**Reading the scattering-phase error of a boron pseudopotential at high energy**

Three sizes matter on this PBEsol curve for a B ion of charge +1.5. The all-electron phase falls in steps of about π. The same underlying mismatch is shrunk about fivefold on a plateau and magnified up to $kR$, about 7 near 4 Ry, on a step. At 3.68 Ry the s channel runs roughly 0.2 Ry ahead of the all-electron atom and the p channel roughly 0.8 Ry behind. What are the phases and errors at 4.16 and 4.64 Ry?

Scattering phases of a scalar-relativistic PBEsol semilocal Troullier-Martins pseudopotential for B, computed with ld1.x 7.5, at a test radius of 3.188 bohr; errors are pseudo minus all-electron. The core is [He] with a Bessel-form core correction, the reference valence 2s1.5 2p0 (charge +1.5), and the radii 1.04 (s) and 2.94 bohr (p), with the p channel as local potential.

| energy (Ry) | phase s all-electron (rad) | phase s error (rad) | phase p all-electron (rad) | phase p error (rad) |
| --- | --- | --- | --- | --- |
| -4.000 | 1.3790 | 0.0000 | 1.3882 | 0.0010 |
| -3.520 | 1.3569 | 0.0000 | 1.3705 | 0.0014 |
| -3.040 | 1.3225 | 0.0000 | 1.3456 | 0.0021 |
| -2.560 | 1.2523 | -0.0001 | 1.3062 | 0.0034 |
| -2.080 | 0.8133 | -0.0004 | 1.2236 | 0.0064 |
| -1.600 | -1.6502 | -0.0001 | 0.6519 | 0.0215 |
| -1.120 | -1.8237 | -0.0005 | -1.6723 | 0.0092 |
| -0.640 | -1.9899 | -0.0024 | -1.8838 | 0.0341 |
| -0.160 | -2.4286 | -0.0156 | -2.1992 | 0.1424 |
| 0.320 | -3.7954 | -0.0357 | -3.4597 | 0.7781 |
| 0.800 | -4.4026 | -0.0136 | -4.3648 | 0.3586 |
| 1.280 | -4.5806 | -0.0089 | -4.5831 | 0.1426 |
| 1.760 | -4.6678 | -0.0082 | -4.6819 | 0.0927 |
| 2.240 | -4.7263 | -0.0096 | -4.7491 | 0.0808 |
| 2.720 | -4.7766 | -0.0134 | -4.8121 | 0.0883 |
| 3.200 | -4.8312 | -0.0227 | -4.8943 | 0.1214 |
| 3.680 | -4.9084 | -0.0506 | -5.0574 | 0.2298 |
| 4.160 | ? | ? | ? | ? |
| 4.640 | ? | ? | ? | ? |

**What happens and why**

The phase is $\varphi=\arctan(Ru'/u)$ at the test radius $R$, and the error is pseudo minus all-electron. The radial equation gives $d\varphi/dE=-R\int_0^R u^2dr/(u^2+R^2u'^2)$, so $\varphi$ falls with energy, slowly when a node sits at $R$ and fast when $u'=0$ there. To remove this unevenness, take $u\propto\sin\theta$, $u'\propto k\cos\theta$ with the local wave number in a Coulomb tail, $k^2=E+2q/R-l(l+1)/R^2$, $q=1.5$. This is the asymptotic charge; at $R$ the true potential is somewhat deeper, because exchange-correlation and valence charge lying outside $R$ still count, so $k$ is approximate, though the map is one-to-one for any $k$. Then

$$\tan\theta=kR\,\tan(\pi/2-\varphi),\qquad g=-\frac{d\varphi}{d\theta}=\frac{kR}{(kR)^2\cos^2\theta+\sin^2\theta}.$$

The gain $g$ is $1/kR$ at a node and $kR$ at a step centre, where $\theta$ is a half-integer multiple of π. A small mismatch $\delta\theta$ appears as an error $-g\,\delta\theta$.

The numbers bear this out from $-0.16$ Ry up. $|\delta\theta|$ grows row by row in both channels, while the errors peak at 0.32 Ry and dip near 2 Ry. For p the error drops from 0.7781 to 0.0808 rad between 0.32 and 2.24 Ry, yet $\delta\theta$ goes from $-0.25$ to $-0.44$ rad: the gain has fallen from 3.0 to 0.19. The dip is no recovery of accuracy, and the peak needs no resonance. The linear form follows the s error to about 15%, but for p at 3.68 Ry it gives 0.47 against 0.2298, because half a radian is not small; the full tangent map is needed.

The signs are argued from theory. Norm conservation equates $\int u^2dr$, hence the slopes, at the reference level, so small errors there are built in, and the same sign on both sides fits a second-order remainder. No row lies on either level, and the s entries of 0.0000 to 0.0001 are at print resolution. For s, $\delta\theta$ grows with a local exponent near 2 in the distance from the reference: 2.30 in the first interval, slightly below 2 in the next three, then rising to 2.42 in the last. The pseudo-2s wave lacks a node, and since both waves accumulate about $kR$ at very high energy, it has to gain on the all-electron one. The p wave loses no node, but smoothing out to 2.94 bohr removes the deep attraction near the nucleus, so it lags, and the lag should level off, shrinking only at energies far above this table; its exponent drops from 1.63 to 0.45. A large radius is a known cause of poor transferability, but s against p does not isolate it, as channel, node count and locality differ too.

**Prediction**

$\theta$ and $\delta\theta$ were fitted as quadratics in $k$, with coefficients of no physical meaning, to the five rows from 1.76 to 3.68 Ry. Lower rows were left out because one quadratic does not reach them, and the local-wave picture also weakens as $k$ shrinks; at $-0.16$ Ry the fit misses $\theta$ by about 0.2 rad.

For p at 4.16 Ry, outside the fit, $k^2=4.16+0.941-0.197=4.904$, $k=2.2146$ bohr$^{-1}$, $kR=7.06$. The fit gives $\theta=0.343k^2+1.289k+3.232=2\pi+1.4855$. Inverting the map gives $\varphi=-3\pi/2-\arctan(\tan\theta/kR)$, which the program, with unrounded coefficients, puts at $-5.738$. With $\delta\theta=-0.539$ the pseudo wave has $\theta=2\pi+0.9465$; the same formula puts its phase at $-4.906$, and the error is $+0.832$.

The forecast is that the third step begins, p before s (centres near 4.30 and 4.82 Ry), that phases keep falling, signs stay, errors grow and p stays worse. Estimates in rad, for 4.16 then 4.64 Ry, from the program's fit with its bar:

- s phase $-5.062\pm0.020$, $-5.639\pm0.278$
- p phase $-5.738\pm0.155$, $-7.301\pm0.166$
- s error $-0.180\pm0.030$, $-1.041\pm0.238$
- p error $+0.832\pm0.152$, $+2.227\pm0.158$

The last exceeds π/2 yet would be a delayed step, not a missing level; two rows cannot show its return. The bars are twice the larger of the spread among fit variants and a back-test miss, taken on $\theta$ and $\delta\theta$ and carried through the map.

The withheld rows as computed:

| energy (Ry) | phase s all-electron (rad) | phase s error (rad) | phase p all-electron (rad) | phase p error (rad) |
| --- | --- | --- | --- | --- |
| 4.160 | -5.0639 | -0.1836 | -5.7305 | 0.8226 |
| 4.640 | -5.6499 | -1.0594 | -7.2841 | 2.2025 |

**Hits and misses**

All eight values lie inside the ranges listed above, and the qualitative forecasts hold. The fitted values miss by at most 0.024 rad, a fifth of their bar or less, so the bars were too wide; a likely reason is that the back-test leaned on lower energies, where a quadratic fits less well. A quadratic in $E$ through the same five rows sees only the plateau and misses the p phase at 4.64 Ry by 1.9 rad. The p phase has crossed its step centre at $-2\pi$ and the s phase has not.

The real miss is in the p mismatch at 4.64 Ry, $-0.544$ against a predicted $-0.559$, about six times its back-test miss: the lag levels off faster than a quadratic allows. The error of 2.2025 rad is the all-electron step running ahead, with the pseudo phase still at $-7.2841+2.2025=-5.08$; $\delta\theta$ shows nothing like a shift of π. The hit tests the smoothness of $\theta$ and says nothing about the causes argued above. Row-by-row values are in the output below.

**What to do**

Convert a phase error to $\delta\theta$ or to an energy offset before judging it; the offsets here come from slopes on a coarse grid and are good to one figure. Outside the core both waves see the same potential, so $\delta\theta$ changes little with $R$, whereas the offset, $\delta\theta$ divided by $d\theta/dE$, shrinks as $R$ grows and can be compared only at one test radius. Peaks and dips will move with the test radius, since $R$ fixes where $u'=0$, whereas a missing or extra level leaves a lasting jump of π. None appears from $-4.00$ to 3.68 Ry, though levels narrower than the 0.48 Ry grid can slip through, and a semilocal test cannot exclude ghosts created by conversion to separable form. The settings were drawn at random, in a set where many potentials are poor on purpose, and a p lag of about 0.1 Ry already at $-0.16$ Ry argues for regenerating with a smaller p radius and repeating the test, with d scattering included because the p potential is the local one. The run's configuration test points the same way, with excitation errors of 3.9 meV for 2s2 2p0, 110.8 meV for 2s2 2p1 and 266.0 meV for 2s0 2p3, although it cannot separate the radius from the ionic reference with its empty p shell. The curve belongs to one isolated ion, so it neither gives the error in a solid nor sets a limit on it, upper or lower: screening and changes of configuration shift the energies that matter and add errors the curve does not contain. It can flag poor transferability, but the size of the error in a solid has to come from all-electron comparisons on solids.

The analysis program printed:

```
rounding floor: phase 5e-5 rad, theta up to 3.4e-04 rad
--- s: max|error| known 0.0506 rad = 0.016 pi; fit rows marked *
E/Ry theta/pi resid dtheta resid gain err -gain*dth lead/Ry
-0.16  1.405 -0.1683 +0.0088 -0.0503 1.76 -0.0156 -0.0154 +0.008
 0.32  1.567 -0.0866 +0.0155 -0.0227 2.36 -0.0357 -0.0366 +0.016
 0.80  1.703 -0.0343 +0.0230 -0.0086 0.61 -0.0136 -0.0140 +0.028
 1.28  1.821 -0.0091 +0.0314 -0.0022 0.29 -0.0089 -0.0091 +0.043
 1.76* 1.927 -0.0002 +0.0412 -0.0002 0.20 -0.0082 -0.0083 +0.062
 2.24* 2.025 +0.0006 +0.0540 +0.0004 0.18 -0.0096 -0.0096 +0.086
 2.72* 2.119 -0.0001 +0.0692 -0.0000 0.19 -0.0134 -0.0130 +0.114
 3.20* 2.210 -0.0005 +0.0871 -0.0005 0.24 -0.0227 -0.0212 +0.148
 3.68* 2.298 +0.0003 +0.1084 +0.0002 0.40 -0.0506 -0.0434 +0.187
quadratics in k: theta [0.291 1.202 3.294] dtheta [ 0.123 -0.333  0.258]
exponent of dtheta in E-Eref: first 2.30 last 2.42; dtheta_AE/dk 2.45 bohr (R 3.188); step centre 4.82 Ry
back-test miss last two known rows/rad: theta [-0.0099 -0.0243] dtheta [-0.0021 -0.0062]
s phase E=4.16 pred -5.062 +-0.020 calc -5.0639 miss -0.002 (0.1 bar); naive -4.979 miss -0.085 rad
s phase E=4.64 pred -5.639 +-0.278 calc -5.6499 miss -0.011 (0.0 bar); naive -5.058 miss -0.592 rad
s error E=4.16 pred -0.180 +-0.030 calc -0.1836 miss -0.004 (0.1 bar); naive -0.080 miss -0.104 rad
s error E=4.64 pred -1.041 +-0.238 calc -1.0594 miss -0.018 (0.1 bar); naive -0.119 miss -0.941 rad
held: theta miss [0.0017 0.0022] dtheta pred [0.131 0.155] calc [0.132 0.157] rad
--- p: max|error| known 0.7781 rad = 0.248 pi; fit rows marked *
E/Ry theta/pi resid dtheta resid gain err -gain*dth lead/Ry
-0.16  1.336 -0.2194 -0.1464 +0.0427 1.11 +0.1424 +0.1626 -0.114
 0.32  1.532 -0.1147 -0.2493 +0.0157 3.00 +0.7781 +0.7471 -0.213
 0.80  1.694 -0.0426 -0.3208 +0.0006 0.68 +0.3586 +0.2190 -0.328
 1.28  1.830 -0.0099 -0.3689 -0.0020 0.29 +0.1426 +0.1078 -0.437
 1.76* 1.951 -0.0002 -0.4057 -0.0003 0.20 +0.0927 +0.0822 -0.532
 2.24* 2.064 +0.0005 -0.4379 +0.0007 0.19 +0.0808 +0.0827 -0.611
 2.72* 2.171 -0.0003 -0.4681 -0.0001 0.23 +0.0883 +0.1056 -0.679
 3.20* 2.274 -0.0001 -0.4950 -0.0007 0.36 +0.1214 +0.1782 -0.741
 3.68* 2.375 +0.0001 -0.5175 +0.0004 0.90 +0.2298 +0.4653 -0.786
quadratics in k: theta [0.343 1.289 3.232] dtheta [ 0.036 -0.349  0.057]
exponent of dtheta in E-Eref: first 1.63 last 0.45; dtheta_AE/dk 2.73 bohr (R 3.188); step centre 4.30 Ry
back-test miss last two known rows/rad: theta [-0.0137 -0.0312] dtheta [0.0024 0.0026]
p phase E=4.16 pred -5.738 +-0.155 calc -5.7305 miss +0.008 (0.1 bar); naive -5.213 miss -0.517 rad
p phase E=4.64 pred -7.301 +-0.166 calc -7.2841 miss +0.016 (0.1 bar); naive -5.408 miss -1.876 rad
p error E=4.16 pred +0.832 +-0.152 calc +0.8226 miss -0.010 (0.1 bar); naive +0.350 miss +0.472 rad
p error E=4.64 pred +2.227 +-0.158 calc +2.2025 miss -0.024 (0.2 bar); naive +0.515 miss +1.688 rad
held: theta miss [-0.0015 -0.0075] dtheta pred [-0.539 -0.559] calc [-0.534 -0.544] rad
```
